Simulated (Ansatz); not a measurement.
## Mg2O5: the change of energy above lowest point and pressure with volume per atom

Equation of state of a cubic crystal from periodic Kohn-Sham density functional theory without spin; pressure corrected for the finite basis. The results are calculated, by Ansatz 0.2.0 development build.

Cell of the first row (space group Pn-3m, No. 224):
```
Mg2O5
1.0
      5.0731     0.0000     0.0000
      0.0000     5.0731     0.0000
      0.0000     0.0000     5.0731
Mg O
4 10
Direct
  0.00000 0.00000 0.00000
  0.50000 0.50000 0.00000
  0.50000 0.00000 0.50000
  0.00000 0.50000 0.50000
  0.50000 0.00000 0.00000
  0.00000 0.50000 0.00000
  0.00000 0.00000 0.50000
  0.50000 0.50000 0.50000
  0.75000 0.75000 0.25000
  0.75000 0.25000 0.75000
  0.25000 0.75000 0.75000
  0.75000 0.25000 0.25000
  0.25000 0.75000 0.25000
  0.25000 0.25000 0.75000
```

Settings of every row: formula Mg2O5; structure type cubic X2O5; functional PBE; spin treatment none; k mesh 7x7x7; occupation method fermi-dirac; occupation width 0.061225619 eV; wave cutoff 420 eV; datasets soft-1 PAW; density cutoff ratio 4.

Limits: a cubic model structure, not a phase known at ambient conditions; modest k-mesh, values are not fully converged in k; no spin polarisation, a magnetic state may lie lower.

```
row  volume per atom (Å³)  energy above lowest point (meV/atom)  pressure (GPa)
  1                 9.326                                  14.7           8.395
  2                 9.524                                  6.24           5.278
  3                 9.723                                  1.49           2.478
  4                 9.921                                     0           -0.04
  5                 10.12                                     ?               ?
  6                10.318                                  5.61          -4.337
  7                10.516                                 12.13          -6.166
```

Question: what energy above lowest point and pressure should row 5 give?

Worked fit of energy above lowest point. Take u = (V_r/V)^(2/3) − 1 with V_r = 9.822 Å³ an atom, which is twice the finite (Eulerian) strain; such expansions in the strain, on which the Birch-Murnaghan equation of state is built, carry the rest volume and the bulk modulus. The shown rows have u = 0.03515, 0.02075, 0.00678, -0.00666, -0.03231, -0.0445. Least squares give energy above lowest point = 0.35 + 110.7 × u + 8445.5 × u² meV/atom; a straight line predicts inner rows, each left out in turn, worse (root mean square 5.2 against 0.036 meV/atom). The rows lie off it by 0.02, -0.04, 0.00, 0.01, 0.02, -0.02. Its lowest point lies at u = -0.0066, or V = 9.919 Å³ an atom, and the curvature there gives the bulk modulus at fixed shape and fractions, B = (4/9)(1 + u)² E″(u)/V = 120 GPa. The withheld row has u = -0.01973, so the fit gives 0.35 + 110.7 × (-0.01973) + 8445.5 × (-0.01973)² = 1.45 meV/atom.

The calculation gave 1.47 meV/atom. The fit lies 0.02 meV/atom (1.4 % of the value, 0.14 % of the column's range) below it; its largest miss of a shown row is 0.04 meV/atom.

Worked fit of pressure. Take u = (V_r/V)^(2/3) − 1 with V_r = 9.822 Å³ an atom, which is twice the finite (Eulerian) strain; such expansions in the strain, on which the Birch-Murnaghan equation of state is built, carry the rest volume and the bulk modulus. The shown rows have u = 0.03515, 0.02075, 0.00678, -0.00666, -0.03231, -0.0445. Least squares give pressure = 1.1839 + 186.742 × u + 506.23 × u² + 480 × u³ GPa; a parabola predicts inner rows, each left out in turn, worse (root mean square 0.0095 against 0.0058 GPa). The rows lie off it by 0.001, -0.003, 0.005, -0.003, 0.000, 0.000 (root mean square 0.0027 GPa). The pressure vanishes at u = -0.0065, or V = 9.918 Å³ an atom, and there the bulk modulus at fixed shape and fractions is B = −V dP/dV = (2/3)(1 + u) dP/du = 119 GPa. The withheld row has u = -0.01973, so the fit gives 1.1839 + 186.742 × (-0.01973) + 506.23 × (-0.01973)² + 480 × (-0.01973)³ = -2.307 GPa.

The calculation gave -2.302 GPa. The fit lies 0.005 GPa (0.034 % of the column's range) below it; its largest miss of a shown row is 0.005 GPa.
